## Why is the C 1s line of methane a Voigt profile, and how do I get the lifetime out of its width?

I am fitting a gas-phase C 1s photoelectron spectrum of CH$_4$. The software offers a Voigt function, written with "Re w", and I have been told that lifetime widths add linearly, that instrumental widths add in quadrature, and that the total FWHM is roughly the Gaussian FWHM plus half the Lorentzian one. Where does all this come from? Is the lifetime $\hbar/\gamma$ or $\hbar/2\gamma$? And with a lifetime width of about 0.1 eV, can I trust the "plus half" rule?

---

## Answer

In the time domain the two broadenings are two factors that multiply. One half-range Gaussian integral turns their product into the Faddeeva function $w$, and all the width rules follow. The lifetime is $\hbar/2\gamma$. The "half" is $0.5325$, and it is a first-order coefficient in $f_L/f_G$, so for methane at good resolution it is not enough.

### Conventions

$x=E_B-E_0$ is the binding energy measured from the line centre. $\gamma$ is the half width at half maximum (HWHM) of the Lorentzian and $f_L=2\gamma$ its full width (FWHM). $\sigma$ is the standard deviation of the Gaussian and $f_G$ its FWHM. $f_V$ is the FWHM of the observed line. All profiles have unit area. I use $k=t/\hbar$ (in eV$^{-1}$), and the Fourier pair

$$\phi(k)=\int_{-\infty}^{\infty}A(x)\,e^{-ixk}\,dx,\qquad A(x)=\frac{1}{2\pi}\int_{-\infty}^{\infty}\phi(k)\,e^{ixk}\,dk .$$

### Premises

1. **Sudden approximation.** The photoelectron leaves without further interaction, and the transition matrix element is constant across the line. The spectrum is then proportional to the spectral function $A$ of the core-hole state $|c\rangle$ of the ion.
2. **One isolated level.** $|c\rangle$ is a single vibronic level.
3. **Flat decay continuum.** The coupling of $|c\rangle$ to the Auger and fluorescence continua is constant over many line widths.
4. **Gaussian shifts.** Photon bandwidth, analyser resolution and thermal motion displace the recorded energy by a random $\delta$ that is normally distributed, constant during the life of the hole, and independent of the decay.

### Step 1: the lifetime factor

Let $|j\varepsilon\rangle$ be the energy-normalised continuum states of decay channel $j$ with total energy $\varepsilon$, chosen so that $H$ is diagonal among them, and let $W_j(\varepsilon)=\langle j\varepsilon|H|c\rangle$. Project $(E-H)G=1$, with $E\to E+i0$, onto $\langle c|\dots|c\rangle$ and $\langle j\varepsilon|\dots|c\rangle$:

$$(E-E_c)\,G_{cc}-\sum_j\int d\varepsilon\,W_j^*\,G_{j\varepsilon,c}=1,\qquad (E-\varepsilon)\,G_{j\varepsilon,c}=W_j\,G_{cc}.$$

Eliminating $G_{j\varepsilon,c}$ gives

$$G_{cc}=\frac{1}{E-E_c-\Sigma(E)},\qquad \Sigma(E)=\sum_j\int d\varepsilon\,\frac{|W_j(\varepsilon)|^2}{E-\varepsilon+i0}=\Delta(E)-i\pi\sum_j|W_j(E)|^2 ,$$

where $1/(a+i0)=\mathcal P(1/a)-i\pi\delta(a)$ was used and $\Delta$ is the principal-value part. By premise 3, $\Sigma$ is a constant. Put $E_0=E_c+\Delta$ and $\gamma=\pi\sum_j|W_j|^2$. Then $G_{cc}=1/(x+i\gamma)$ and

$$L(x)=-\frac1\pi\,\mathrm{Im}\,G_{cc}=\frac{\gamma/\pi}{x^2+\gamma^2}.$$

$L$ falls to half its peak at $x=\pm\gamma$, so $f_L=2\gamma$.

The transform $\phi_L(k)=\int L\,e^{-ixk}dx$ is the survival amplitude $\langle c|e^{-i(H-E_0)t/\hbar}|c\rangle$. For $k>0$ close the contour in the lower half plane, where $e^{-ixk}$ decays. The pole at $x=-i\gamma$ has residue $(\gamma/\pi)e^{-\gamma k}/(-2i\gamma)$, and the clockwise contour contributes $-2\pi i$ times this, which is $e^{-\gamma k}$. Since $L$ is real, $\phi_L(-k)=\phi_L(k)^*$, so

$$\phi_L(k)=e^{-\gamma|k|}.$$

The lifetime refers to the population, which is the squared amplitude: $|\phi_L|^2=e^{-2\gamma t/\hbar}=e^{-t/\tau}$, hence

$$\tau=\frac{\hbar}{2\gamma}=\frac{\hbar}{f_L},\qquad \hbar=0.6582\ \text{eV fs}.$$

The rate $1/\tau=(2\pi/\hbar)\sum_j|W_j|^2$ is the golden-rule rate summed over channels. The time $\hbar/\gamma=2\tau$ is the decay time of the amplitude. Check whether your software reports the HWHM or the FWHM, because this factor of two is a common slip.

### Step 2: the Gaussian factor

The shift $\delta$ has the density $G(\delta)=e^{-\delta^2/2\sigma^2}/(\sigma\sqrt{2\pi})$. It falls to half its peak where $\delta^2=2\sigma^2\ln2$, so

$$f_G=2\sqrt{2\ln2}\;\sigma=2.3548\,\sigma .$$

An event with shift $\delta$ records the line $L(x-\delta)$, whose transform is $e^{-i\delta k}\phi_L(k)$. By independence the average over $\delta$ acts on the phase factor alone. Completing the square,

$$\langle e^{-i\delta k}\rangle=\frac{e^{-\sigma^2k^2/2}}{\sigma\sqrt{2\pi}}\int e^{-(\delta+i\sigma^2k)^2/2\sigma^2}\,d\delta=e^{-\sigma^2k^2/2},$$

because the integrand is entire and decays along horizontal lines, so the contour may be moved back to the real axis. The observed line is the convolution $V(x)=\int G(\delta)L(x-\delta)\,d\delta$, with

$$\phi_V(k)=e^{-\gamma|k|-\sigma^2k^2/2}.$$

### Step 3: addition rules

Independent contributions multiply their factors, so their exponents add. The coefficient of $|k|$ is $\sum_i\gamma_i$ and that of $k^2/2$ is $\sum_i\sigma_i^2$:

$$f_L=\sum_i f_{L,i},\qquad f_G^2=\sum_i f_{G,i}^2 .$$

Lorentzian widths add linearly, Gaussian ones in quadrature, and the convolution of two Voigt profiles is again a Voigt profile. The linear rule covers the partial widths of parallel channels (Step 1), and also an Auger or X-ray emission line after broadband excitation, where the widths of the initial and the final level add. There is no such rule for mixing $f_L$ with $f_G$. The quadrature rule rests on the addition of variances, and a Lorentzian has none: the cusp of $e^{-\gamma|k|}$ at $k=0$ means that $\int x^2L\,dx$ diverges.

### Step 4: the Faddeeva form

$\phi_V$ is real and even, so the negative-$k$ half of the inverse transform is the complex conjugate of the positive half:

$$V(x)=\frac1\pi\,\mathrm{Re}\int_0^\infty e^{\,i(x+i\gamma)k-\sigma^2k^2/2}\,dk .$$

On the half line $|k|=k$, and this lets $\gamma$ join $x$ as an imaginary part. Substitute $s=\sigma k/\sqrt2$ and define

$$z=\frac{x+i\gamma}{\sigma\sqrt2}\equiv u+iy .$$

Then $i(x+i\gamma)k=2izs$, $dk=(\sqrt2/\sigma)\,ds$, and

$$V=\frac{\sqrt2}{\pi\sigma}\,\mathrm{Re}\,J(z),\qquad J(z)=\int_0^\infty e^{-s^2+2izs}\,ds .$$

Since $-s^2+2izs=-(s-iz)^2-z^2$, with $p=s-iz$ we have $J=e^{-z^2}\int e^{-p^2}dp$ along a horizontal line from $-iz$ to the right. On such a line the entire function $e^{-p^2}$ decays, so the integral is $\tfrac{\sqrt\pi}{2}\,\mathrm{erfc}(-iz)$ by the definition of erfc for complex argument. With the Faddeeva function $w(z)=e^{-z^2}\mathrm{erfc}(-iz)$, $J=\tfrac{\sqrt\pi}{2}w$, and

$$\boxed{V(x)=\frac{1}{\sigma\sqrt{2\pi}}\;\mathrm{Re}\;w\!\left(\frac{x+i\gamma}{\sigma\sqrt2}\right)}$$

The area is $\phi_V(0)=1$. At the centre $z=iy$ is imaginary, and $V(0)=e^{y^2}\mathrm{erfc}(y)/(\sigma\sqrt{2\pi})$.

Two properties of $w$ are needed below. Differentiate $J$ and integrate by parts:

$$J'=\int_0^\infty 2is\,e^{-s^2}e^{2izs}ds=-i\int_0^\infty\frac{d\,e^{-s^2}}{ds}\,e^{2izs}ds=-i\,(-1-2izJ)=i-2zJ,$$

so $w'=-2zw+2i/\sqrt\pi$. On the real axis, $\mathrm{erfc}(-iu)=1+\tfrac{2i}{\sqrt\pi}\int_0^ue^{t^2}dt$, so

$$w(u)=g(u)+\frac{2i}{\sqrt\pi}D(u),\qquad g=e^{-u^2},\qquad D(u)=e^{-u^2}\int_0^ue^{t^2}dt,$$

where $D$ is Dawson's integral, with $D'=1-2uD$. For $\gamma=0$ the real part is $g$, and $V$ reduces to $G$.

**Wings.** At large $|x|$ the integral over $k$ is controlled by its end point $k=0$. Repeated integration by parts amounts to $\int_0^\infty k^ne^{ixk}dk\to n!\,(i/x)^{n+1}$, whose real part vanishes for even $n$ and equals $-1/x^2$ for $n=1$ and $6/x^4$ for $n=3$. The coefficients of $k$ and $k^3$ in $\phi_V$ are $-\gamma$ and $\gamma\sigma^2/2-\gamma^3/6$, so asymptotically

$$V(x)\simeq\frac{\gamma}{\pi x^2}\left[1+\frac{3\sigma^2-\gamma^2}{x^2}\right].$$

The far wing is Lorentzian and to leading order independent of $\sigma$.

### Step 5: the FWHM for small $f_L$

The FWHM is well defined because $V$ is even and decreases for $x>0$. Moving the derivative onto $G$ and using that $G'$ is odd, $V'(x)=\int_0^\infty G'(\delta)\,[L(x-\delta)-L(x+\delta)]\,d\delta$, where $G'<0$ and the bracket is positive.

Let $K(u,y)=\mathrm{Re}\,w(u+iy)$. The half-maximum point solves $K(u,y)=\tfrac12K(0,y)$, and $f_V=2\sqrt2\,\sigma u$. At $y=0$, $u_0=\sqrt{\ln2}=0.83255$ and $f_G=2\sqrt2\,\sigma u_0$, so

$$f_V=f_G\,\frac{u}{u_0},\qquad y=u_0\,\frac{f_L}{f_G}.$$

As $w$ is entire, it can be expanded along the imaginary direction, $w(u+iy)=w+iy\,w'-\tfrac12y^2w''+\dots$, and the real part is

$$K(u,y)=g(u)-y\,h(u)-\tfrac12y^2g''(u)+O(y^3),\qquad h=\mathrm{Im}\,w'=\frac{2}{\sqrt\pi}D'(u).$$

At the centre $D'(0)=1$ and $g''(0)=-2$, so $K(0,y)=1-2y/\sqrt\pi+y^2$. Put $u=u_0+ay+by^2$, and use $g(u_0)=\tfrac12$, $g'(u_0)=-u_0$, $g''(u_0)=2\ln2-1$.

*Order $y$:* $-u_0a-h(u_0)=-1/\sqrt\pi$. With $h=\tfrac{2}{\sqrt\pi}(1-2u_0D_0)$ and $D_0=D(u_0)$,

$$a=\frac{4u_0D_0-1}{\sqrt{\pi\ln2}} .$$

Integrating the series of $e^{t^2}$ term by term gives $D_0=\tfrac12u_0S$ with $S=\sum_{n\ge0}(\ln2)^n/[n!\,(2n+1)]=1.288226$. Then $D_0=0.53626$, $4u_0D_0=2S\ln2=1.78586$, $\sqrt{\pi\ln2}=1.47566$, and $a=0.53255$.

*Order $y^2$:* $-u_0b+\tfrac12g''a^2-h'a-\tfrac12g''=\tfrac12$, all functions taken at $u_0$, so

$$u_0b=-h'a-\tfrac12g''(1-a^2)-\tfrac12 .$$

Here $D'=0.10707$, $D''=-2D-2uD'=-1.25080$, $h'=\tfrac{2}{\sqrt\pi}D''=-1.41138$ and $g''=0.38629$, so $u_0b=0.75163-0.13837-\tfrac12=0.11326$.

Inserting $y=u_0f_L/f_G$ in $f_V=f_Gu/u_0$,

$$\boxed{f_V=f_G+c_1f_L+c_2\frac{f_L^2}{f_G}+\dots,\qquad c_1=a=0.5325,\quad c_2=u_0b=0.1133}$$

To first order this is $f_V\approx f_G+0.53f_L$. The dependence on $f_L$ is linear, whereas a quadrature sum would start at $f_L^2$. The cause is visible in the order-$y$ equation: a little Lorentzian character lowers the peak at once, by the fraction $2y/\sqrt\pi$, because it moves weight into the far wings, and a lower peak lowers the level at which the width is read.

### Step 6: the FWHM for small $f_G$

Expand $L(x-\delta)$ in $\delta$ under the average. The odd moments vanish and $V=L+\tfrac12\sigma^2L''+O(\sigma^4)$, an asymptotic series. With $\xi=x/\gamma$, $\ell=1/(1+\xi^2)$ and $\epsilon=\sigma^2/2\gamma^2$, the profile is proportional to $\ell+\epsilon\ell''$, where $\ell''=(6\xi^2-2)/(1+\xi^2)^3$. The values needed are $\ell''(0)=-2$, $\ell'(1)=-\tfrac12$ and $\ell''(1)=\tfrac12$. For $\xi=1+\eta$ the half-maximum condition is $\tfrac12-\tfrac12\eta+\tfrac12\epsilon=\tfrac12(1-2\epsilon)$, so $\eta=3\epsilon$. Then $f_V=2\gamma+3\sigma^2/\gamma$, and with $\sigma^2=f_G^2/(8\ln2)$,

$$f_V\simeq f_L+\frac{3}{4\ln2}\frac{f_G^2}{f_L}=f_L+1.082\,\frac{f_G^2}{f_L}.$$

A quadrature sum would have $\tfrac12$ as this coefficient, so it fails in this limit too.

### Range of validity

**The linear width rule.** With $r=f_L/f_G$, the first neglected term is the fraction $c_2r^2/(1+c_1r)$ of $f_V$, which is 0.9% at $r=0.3$. Used backwards, as $f_L\approx(f_V-f_G)/c_1$, the rule is less forgiving: it overestimates $f_L$ by the fraction $(c_2/c_1)\,r=0.21\,r$.

**Flat continuum.** If $\Sigma(E)$ varies on a scale $\Omega$, the width changes across the line by a fraction of order $\gamma/\Omega$. For $\gamma=0.05$ eV, even a scale as short as $\Omega=10$ eV gives 0.005. The $1/x^2$ wing cannot be trusted out to $|x|\sim\Omega$.

**Static shifts.** Let $\delta(t)$ be a Gaussian process with correlation $\sigma^2e^{-|t|/\tau_c}$. The average of the accumulated phase factor is $\exp[-\tfrac{\sigma^2}{\hbar^2}\int_0^t(t-t')e^{-t'/\tau_c}dt']=\exp[-\tfrac{\sigma^2\tau_c^2}{\hbar^2}(e^{-t/\tau_c}-1+t/\tau_c)]$. For $t\ll\tau_c$ this is the Gaussian factor of Step 2. For $t\gg\tau_c$ it is an exponential that adds $\sigma^2\tau_c/\hbar$ to $\gamma$. Fast fluctuations thus mimic a lifetime. In a dilute gas $\tau_c$ for the molecular velocity is the time between collisions, far longer than femtoseconds. The Gaussian form of an instrument function is an assumption that needs its own test, since tails in it are absorbed into the fitted $f_L$.

**Sudden approximation.** A slow photoelectron is overtaken by the Auger electron and then sees a doubly charged ion (post-collision interaction, PCI). A classical estimate treats the Auger electron as an expanding charged shell. For decay at time $t$, photoelectron speed $v$ and Auger speed $v_A>v$, the overtaking radius obeys $R/v=t+R/v_A$, and the photoelectron loses $e^2/4\pi\epsilon_0R=(e^2/4\pi\epsilon_0)(1/v-1/v_A)/t$. At $t=\tau=\hbar/f_L$ this is $Cf_L$, with

$$C=\sqrt{\mathrm{Ry}/E_k}-\sqrt{\mathrm{Ry}/E_A},$$

because $e^2/(4\pi\epsilon_0\hbar v)=\sqrt{\mathrm{Ry}/E}$ for an electron of kinetic energy $E$, where Ry $=13.606$ eV. With a typical carbon KVV energy $E_A\approx250$ eV and $E_k=40$ eV, $C=0.58-0.23=0.35$. The loss is a third of the lifetime width and is always toward higher apparent binding energy, so the line is skewed and a symmetric Voigt fit is biased. For $E_k>E_A$ there is no overtaking and the effect vanishes in this angle-averaged picture.

**Isolated level.** Each vibrational or shake-up component needs its own Voigt profile. In a metal the hole excites electron-hole pairs of arbitrarily small energy, $\phi$ gains a complex factor falling as a power $t^{-\alpha}$, and the Lorentzian is replaced by the asymmetric Doniach–Šunjić shape. The rule that independent factors multiply survives, while the closed form in $w$ does not. Methane has no such low-energy continuum.

### Numerical illustration: CH$_4$ C 1s

Inputs, all typical or chosen: $f_L=100$ meV, binding energy about 291 eV, $E_k=300$ eV (photon energy 591 eV, chosen so that $E_k>E_A$), $T=300$ K, $M=16.04$ u.

**Lifetime.** $\tau=\hbar/f_L=6.6$ fs, and the amplitude decays in 13 fs.

**Doppler width.** An electron emitted with momentum $p$ by a molecule with velocity component $U$ along $p$ is shifted by $\delta=pU$. $U$ is normally distributed with variance $k_BT/M$, so this contribution is Gaussian, with $\sigma_D^2=2E_k\,k_BT\,(m_e/M)$. The photon momentum, left out here, is 0.03 of $p$. With $k_BT=25.9$ meV and $m_e/M=3.42\times10^{-5}$, $\sigma_D=23.0$ meV and $f_D=54$ meV. A total $f_G=100$ meV then leaves $\sqrt{100^2-54^2}=84$ meV for monochromator and analyser together.

**Smaller effects.** The translational recoil $E_km_e/M=10$ meV shifts the line without broadening it. In an impulsive picture the carbon atom (12 u) first takes up 14 meV, and the difference of 3.5 meV goes into vibrations. With a lowest suitable mode of roughly 0.16 eV this is at most about 0.02 quantum per event. Carbon sits at the centre of mass, so the kick exerts no torque.

**Profile for $f_G=100$ meV.** $\sigma=42.5$ meV, $y=0.833$, $e^{y^2}\mathrm{erfc}\,y=0.4781$, and $V(0)=4.49$ eV$^{-1}$. The next member of the C–H symmetric-stretch progression lies roughly 0.40 eV higher. The wing formula gives $V=0.1013$ eV$^{-1}$ there, 2.3% of the peak, where a pure Gaussian of the same $\sigma$ would be below $10^{-19}$ of its peak. The components must be fitted together.

**Widths.** The column "full" is the numerical root of $V(x)=V(0)/2$. All entries are in meV, for $f_L=100$.

| $f_G$ | full $f_V$ | $f_G+c_1f_L$ | with $c_2$ term | small-$f_G$ form | $\sqrt{f_L^2+f_G^2}$ |
|---|---|---|---|---|---|
| 25 | 106 | 78 | 124 | 107 | 103 |
| 50 | 122 | 103 | 126 | 127 | 112 |
| 100 | 164 | 153 | 165 | 208 | 141 |
| 200 | 259 | 253 | 259 | | 224 |
| 400 | 456 | 453 | 456 | | 412 |

The first two rows lie below the room-temperature Doppler width at this kinetic energy and would need a cooled gas or a collimated beam. They show the other limit. The linear rule is within 3 meV at $f_G=400$, the second-order form holds to about 1 meV down to $f_G=f_L$, and the small-$f_G$ form works only in the first row.

**Getting $\tau$ back.** Take $f_V=164$ meV and $f_G=100$ meV, where the input was 6.6 fs. Reading $f_V$ as $f_L$ gives 4.0 fs. Quadrature subtraction gives $f_L=130$ meV and 5.1 fs. Plain subtraction gives 64 meV and 10 fs. The linear rule gives 120 meV and 5.5 fs. Only the full profile returns 100 meV.

The regime in which the linear rule is accurate is also the one in which the width says little about the lifetime. At fixed $f_V$,

$$\frac{df_L}{df_G}=-\frac{1-c_2r^2}{c_1+2c_2r},$$

whose magnitude tends to $1/c_1=1.9$ as $r\to0$ and is 1.7 at $f_G=400$ meV. A 5% uncertainty in that $f_G$, 20 meV, moves $f_L$ by 34 meV, a third of its value. For methane, determine $f_G$ independently, keep it at or below $f_L$, fit the full Voigt profile to every vibrational component with the wings included, add a PCI line shape if $E_k$ is below the Auger energy, and convert with $\tau=\hbar/f_L$.